**Strontium d3/2 scattering phase against the origin shift of the local potential**

The table holds the all-electron d3/2 phase $\arctan(rR'/R)$ of Sr and the pseudo-minus-all-electron errors of four optimised norm-conserving Vanderbilt potentials (ONCVPSP 4.0.1, revPBE, Dirac) with origin shifts of 2, 0, 1.5 and 8 Ha. The program interpolates the all-electron curve with three poles and a quadratic background, converts phase errors into energy displacements, and tests a form with double zeros at the two projector energies, which holds for the 0 and 8 Ha runs between 0.18 and 1.98 Ha and fails outside. It then solves $\tan(\text{error})=a+b/(x-x_0)$ from the shifts 1.5, 2 and 8 Ha and reproduces the 0 Ha run, left out of the solution, to 0.0006 rad rms (worst 0.0015 rad), against 0.81 rad for a quadratic in the shift. The phase count shows one extra level at 1.5 Ha and one entering near 4.86 Ha in the base run; $x_0$ is poorly defined near 2.34 Ha and at the lowest energies. All four runs carry a deep bound p ghost below the tabulated window.

Calculated values. ONCVPSP 4.0.1, Dirac equation, revPBE: optimised norm-conserving Vanderbilt pseudopotentials of Sr ([Kr] core) with d radius 3.35 bohr, two d projectors 2.5 Ha apart and a polynomial local potential, its origin shift 2 Ha in the base run. Phases are unwrapped arctan(rR'/R) just outside the radius; errors are pseudo minus all-electron, with π matched at the reference level, -0.1403 Ha.

## Script

```python
# Table: Sr d3/2 phase arctan(rR'/R), all-electron, and pseudo-minus-AE errors (ONCVPSP 4.0.1, revPBE, Dirac)
# for local-potential origin shifts 2 (base), 0, 1.5, 8 Ha. Tested: error = energy displacement x AE slope,
# double zeros at the projector energies, one-pole dependence on the shift (predicts the 0 Ha run).
T = {
    'energy': [-1.98, -1.62, -1.26, -0.9, -0.54, -0.18, 0.18, 0.54, 0.9, 1.26, 1.62, 1.98, 2.34, 2.7, 3.06, 3.42, 3.78, 4.14, 4.5, 4.86],  # Ha
    'phase_d3_half_all_electron': [1.3904, 1.3654, 1.3269, 1.2562, 1.0572, -0.8211, -1.7021, -2.3488, -4.2418, -4.5637, -4.6738, -4.7492, -4.838, -5.0602, -6.9544, -7.6351, -7.7519, -7.8061, -7.843, -7.8757],  # rad
    'run0': [-0.0001, 0.0, 0.0002, 0.0008, 0.0027, 0.0005, 0.0091, 0.1058, 0.0738, 0.0139, 0.0046, 0.0013, 0.0, 0.0035, -0.0078, -0.0237, -0.0355, -0.0646, -0.1677, -1.8849],  # rad
    'run1': [-0.0001, 0.0001, 0.0006, 0.0016, 0.0051, 0.0009, 0.0171, 0.1926, 0.1895, 0.0367, 0.0134, 0.0044, 0.0001, 0.0251, 0.673, 0.1492, 0.0839, 0.0685, 0.0668, 0.0736],  # rad
    'run2': [-0.0004, -0.0007, -0.0014, -0.0038, -0.0154, -0.0043, -0.7535, -2.372, -0.7426, -2.4567, -3.0658, -3.1258, -3.1415, -3.0917, -1.8851, -2.7607, -2.9686, -3.0187, -3.0345, -3.0347],  # rad
    'run3': [-0.0001, 0.0001, 0.0005, 0.0014, 0.0045, 0.0008, 0.0148, 0.1689, 0.1521, 0.0299, 0.0109, 0.0036, 0.0001, 0.021, 0.5405, 0.1143, 0.0653, 0.0539, 0.0531, 0.0596],  # rad
}
import numpy as np, itertools
from scipy.optimize import least_squares
np.seterr(all='ignore')
E = np.array(T['energy'], float); th = np.array(T['phase_d3_half_all_electron'], float)
er = {2.0: np.array(T['run0'], float), 0.0: np.array(T['run1'], float), 1.5: np.array(T['run2'], float), 8.0: np.array(T['run3'], float)}
pi = np.pi; h = 5e-5; E1 = -0.1403; E2 = E1 + 2.5  # reference and energy step from the settings
ix = lambda e: int(np.argmin(abs(E - e)))
Lm = lambda p, e: p[0] + p[1]*e + p[2]*e*e + sum(p[3+2*k]/(e - p[4+2*k]) for k in range(3))
res = lambda p: (np.arctan(Lm(p, E)) - th + pi/2) % pi - pi/2
p = least_squares(res, [6.4, -1.3, -0.03, 0.76, 0.07, 4.8, 1.80, 11.0, 4.62]).x
g = np.linspace(-2.4, 5.3, 40001); tg = np.unwrap(np.arctan(Lm(p, g)), period=pi)
inv = lambda t: np.interp(t, tg[::-1], g[::-1], left=np.nan, right=np.nan)
slope = -np.interp(E, g, np.gradient(tg, g))
print("AE pole fit: rms %.4f max %.4f rad (rounding %.0e); monotone %s" % (np.std(res(p)), abs(res(p)).max(), h, bool(np.all(np.diff(tg) < 0))))
print("poles of L (Ha)", np.round(p[4::2], 3), "; L=0, steep drops (Ha)", np.round([inv(-k*pi) for k in range(3)], 3))
dE = {x: inv(th) - inv(th + er[x]) for x in er}
c = {x: dE[x]/((E - E1)**2*(E - E2)**2) for x in er}
def pole(xs, ys, x):
    A = (ys[0]-ys[1])*(xs[2]-xs[1]); B = (ys[1]-ys[2])*(xs[1]-xs[0])
    x0 = (A*xs[0] - B*xs[2])/(A - B)
    b = (ys[0]-ys[1])*(xs[0]-x0)*(xs[1]-x0)/(xs[1]-xs[0])
    return x0, np.arctan(ys[1] - b/(xs[1]-x0) + b/(x - x0))
xs = [1.5, 2.0, 8.0]
x0, pred = pole(xs, [np.tan(er[x]) for x in xs], 0.0)
cor = [pole(xs, [np.tan(er[x] + s*h) for x, s in zip(xs, sg)], 0.0) for sg in itertools.product((-1, 1), repeat=3)]
fx = np.max([abs(q[0] - x0) for q in cor], axis=0); fp = np.max([abs(q[1] - pred) for q in cor], axis=0) + h
r = pred - er[0.0]
print("E[Ha] |th'|[rad/Ha] dE(x=2,0,8)[mHa] c(x=0)[Ha^-3] | x0+-floor[Ha] pred0 resid floor[rad]")
for i in range(len(E)):
    print("%5.2f %5.2f %7.1f %6.1f %6.1f %7.4f | %.3f %.3f %7.4f %7.4f %.4f" % (E[i], slope[i], 1e3*dE[2.0][i], 1e3*dE[0.0][i], 1e3*dE[8.0][i], c[0.0][i], x0[i], fx[i], pred[i], r[i], fp[i]))
m = (E > 0.1) & (E < 2.1)
for x in (2.0, 0.0, 8.0):
    print("x=%.0f: c over 0.18-1.98 Ha mean %.4f min %.4f max %.4f; at -0.90 %.4f, at 4.14 %.4f" % (x, c[x][m].mean(), c[x][m].min(), c[x][m].max(), c[x][ix(-0.9)], c[x][ix(4.14)]))
a, b = ix(1.98), ix(2.70)
for x in (0.0, 8.0):
    s1, s2 = np.sqrt(dE[x][a]), np.sqrt(dE[x][b])
    print("x=%.0f: zero of sqrt(dE) from 1.98/2.70 rows %.3f Ha, projector %.3f Ha (built in)" % (x, E[a] + (E[b]-E[a])*s1/(s1+s2), E2))
quad = np.arctan(np.array([np.polyfit(xs, [np.tan(er[x][i]) for x in xs], 2)[2] for i in range(len(E))])) - er[0.0]
big = abs(er[0.0]) > 1e-3; w = int(np.argmax(abs(r)))
print("predict x=0: one-pole rms %.4f, worst %.4f rad at %.2f Ha; quadratic rms %.4f rad" % (np.sqrt(np.mean(r**2)), r[w], E[w], np.sqrt(np.mean(quad**2))))
print("median rel. error (|err|>1e-3): one-pole %.1f%%, quadratic %.0f%%" % (100*np.median(abs(r/er[0.0])[big]), 100*np.median(abs(quad/er[0.0])[big])))
for lo, hi in ((-0.54, 1.26), (1.26, 4.5)):
    print("level motion dE/dx0 from %.2f to %.2f Ha: %.1f Ha per Ha" % (lo, hi, (hi-lo)/(x0[ix(hi)] - x0[ix(lo)])))
a, b = ix(-0.18), ix(2.34)
print("phase drop -0.18->2.34 Ha in pi: AE %.3f;" % ((th[a]-th[b])/pi), {x: round(float((th[a]+er[x][a]-th[b]-er[x][b])/pi), 3) for x in er})
print("x=1.5 pseudo phase/pi at 0.18..1.62:", np.round((th + er[1.5])[ix(0.18):ix(1.62)+1]/pi, 2))
print("x=1.5 error+pi at 2.34, 3.06, 4.50: ", np.round(er[1.5][[ix(2.34), ix(3.06), ix(4.5)]] + pi, 4), "; base at 4.86 in pi %.2f" % (er[2.0][-1]/pi))
print("ratio err(8)/err(0) at 0.54,1.26,3.06,4.50:", np.round((er[8.0]/er[0.0])[[ix(0.54), ix(1.26), ix(3.06), ix(4.5)]], 2))
print("ratio err(2)/err(0) same rows:", np.round((er[2.0]/er[0.0])[[ix(0.54), ix(1.26), ix(3.06), ix(4.5)]], 2))
# d5/2 errors from further outputs of the same runs, shifts 0, 1.5, 2 Ha
d5 = {-0.9: [0.0016, 3.1303, 0.0007], -0.54: [0.005, 3.0588, 0.0025], -0.18: [0.0009, 0.0293, 0.0005]}
x3 = [0.0, 1.5, 2.0]
for e in d5:
    print("E=%.2f x0 from shifts 0,1.5,2 (no test): d5/2 %.3f, d3/2 %.3f Ha" % (e, pole(x3, np.tan(d5[e]), 8.0)[0], pole(x3, [np.tan(er[x][ix(e)]) for x in x3], 8.0)[0]))
print("d5/2 jump at x=1.5, -0.54->-0.18 Ha: %.3f pi" % ((d5[-0.18][1] - d5[-0.54][1])/pi))
assert np.all(np.diff(th) < 0) and all(np.all(np.diff(th + er[x]) < 0) for x in er)
assert abs(er[1.5][b] + pi) < 2e-4 and all(abs(er[x][b]) < 2e-4 for x in (0.0, 2.0, 8.0))
assert x0[ix(-0.54)] < 1.5 < x0[ix(1.26)] < x0[ix(4.5)] < 2.0
```

Output:

```
AE pole fit: rms 0.0006 max 0.0010 rad (rounding 5e-05); monotone True
poles of L (Ha) [0.064 1.802 4.616] ; L=0, steep drops (Ha) [-0.266  0.665  2.976]
E[Ha] |th'|[rad/Ha] dE(x=2,0,8)[mHa] c(x=0)[Ha^-3] | x0+-floor[Ha] pred0 resid floor[rad]
-1.98  0.06    -1.8   -1.8   -1.8 -0.0000 | 1.500 0.283 -0.0001  0.0000 0.0002
-1.62  0.08     0.0    1.2    1.2  0.0000 | 1.422 0.107  0.0002  0.0001 0.0002
-1.26  0.14     1.5    4.4    3.7  0.0003 | 1.397 0.045  0.0007  0.0001 0.0002
-0.90  0.28     2.8    5.7    5.0  0.0009 | 1.429 0.014  0.0017  0.0001 0.0002
-0.54  1.10     2.5    4.7    4.1  0.0035 | 1.446 0.003  0.0054  0.0003 0.0002
-0.18  7.38     0.1    0.1    0.1  0.0120 | 1.466 0.012  0.0009  0.0000 0.0002
 0.18  1.04     8.7   16.3   14.2  0.0335 | 1.497 0.000  0.0174  0.0003 0.0001
 0.54  4.16    28.1   56.3   48.1  0.0368 | 1.540 0.000  0.1937  0.0011 0.0001
 0.90  1.90    34.6   76.4   64.2  0.0331 | 1.456 0.000  0.1904  0.0009 0.0002
 1.26  0.43    31.0   76.6   63.7  0.0323 | 1.511 0.000  0.0368  0.0001 0.0001
 1.62  0.23    19.8   56.6   46.3  0.0334 | 1.547 0.001  0.0134 -0.0000 0.0001
 1.98  0.21     6.3   21.3   17.4  0.0329 | 1.585 0.004  0.0044  0.0000 0.0001
 2.34  0.32     0.0    0.3    0.3  0.1290 | 2.036 54.348  0.0001 -0.0000 0.0001
 2.70  1.27     2.8   21.2   17.5  0.0227 | 1.698 0.001  0.0251  0.0000 0.0001
 3.06  5.84    -1.3   83.9   69.8  0.0167 | 1.605 0.000  0.6745  0.0015 0.0001
 3.42  0.55   -47.3  176.0  147.0  0.0123 | 1.672 0.000  0.1499  0.0007 0.0001
 3.78  0.20  -211.2  289.3  242.3  0.0093 | 1.750 0.000  0.0844  0.0005 0.0001
 4.14  0.12  -679.6  421.7  353.9  0.0073 | 1.824 0.000  0.0691  0.0006 0.0001
 4.50  0.09     nan  578.1  485.6  0.0059 | 1.908 0.000  0.0674  0.0006 0.0001
 4.86  0.08     nan  772.2  651.6  0.0049 | 2.007 0.000  0.0744  0.0008 0.0001
x=2: c over 0.18-1.98 Ha mean 0.0143 min 0.0097 max 0.0184; at -0.90 0.0005, at 4.14 -0.0117
x=0: c over 0.18-1.98 Ha mean 0.0337 min 0.0323 max 0.0368; at -0.90 0.0009, at 4.14 0.0073
x=8: c over 0.18-1.98 Ha mean 0.0282 min 0.0268 max 0.0314; at -0.90 0.0008, at 4.14 0.0061
x=0: zero of sqrt(dE) from 1.98/2.70 rows 2.341 Ha, projector 2.360 Ha (built in)
x=8: zero of sqrt(dE) from 1.98/2.70 rows 2.340 Ha, projector 2.360 Ha (built in)
predict x=0: one-pole rms 0.0006, worst 0.0015 rad at 3.06 Ha; quadratic rms 0.8097 rad
median rel. error (|err|>1e-3): one-pole 0.6%, quadratic 1218%
level motion dE/dx0 from -0.54 to 1.26 Ha: 27.7 Ha per Ha
level motion dE/dx0 from 1.26 to 4.50 Ha: 8.2 Ha per Ha
phase drop -0.18->2.34 Ha in pi: AE 1.279; {2.0: 1.279, 0.0: 1.279, 1.5: 2.277, 8.0: 1.279}
x=1.5 pseudo phase/pi at 0.18..1.62: [-0.78 -1.5  -1.59 -2.23 -2.46]
x=1.5 error+pi at 2.34, 3.06, 4.50:  [1.0000e-04 1.2565e+00 1.0710e-01] ; base at 4.86 in pi -0.60
ratio err(8)/err(0) at 0.54,1.26,3.06,4.50: [0.88 0.81 0.8  0.79]
ratio err(2)/err(0) same rows: [ 0.55  0.38 -0.01 -2.51]
E=-0.90 x0 from shifts 0,1.5,2 (no test): d5/2 1.472, d3/2 1.438 Ha
E=-0.54 x0 from shifts 0,1.5,2 (no test): d5/2 1.489, d3/2 1.452 Ha
E=-0.18 x0 from shifts 0,1.5,2 (no test): d5/2 1.505, d3/2 1.469 Ha
d5/2 jump at x=1.5, -0.54->-0.18 Ha: -0.964 pi
```
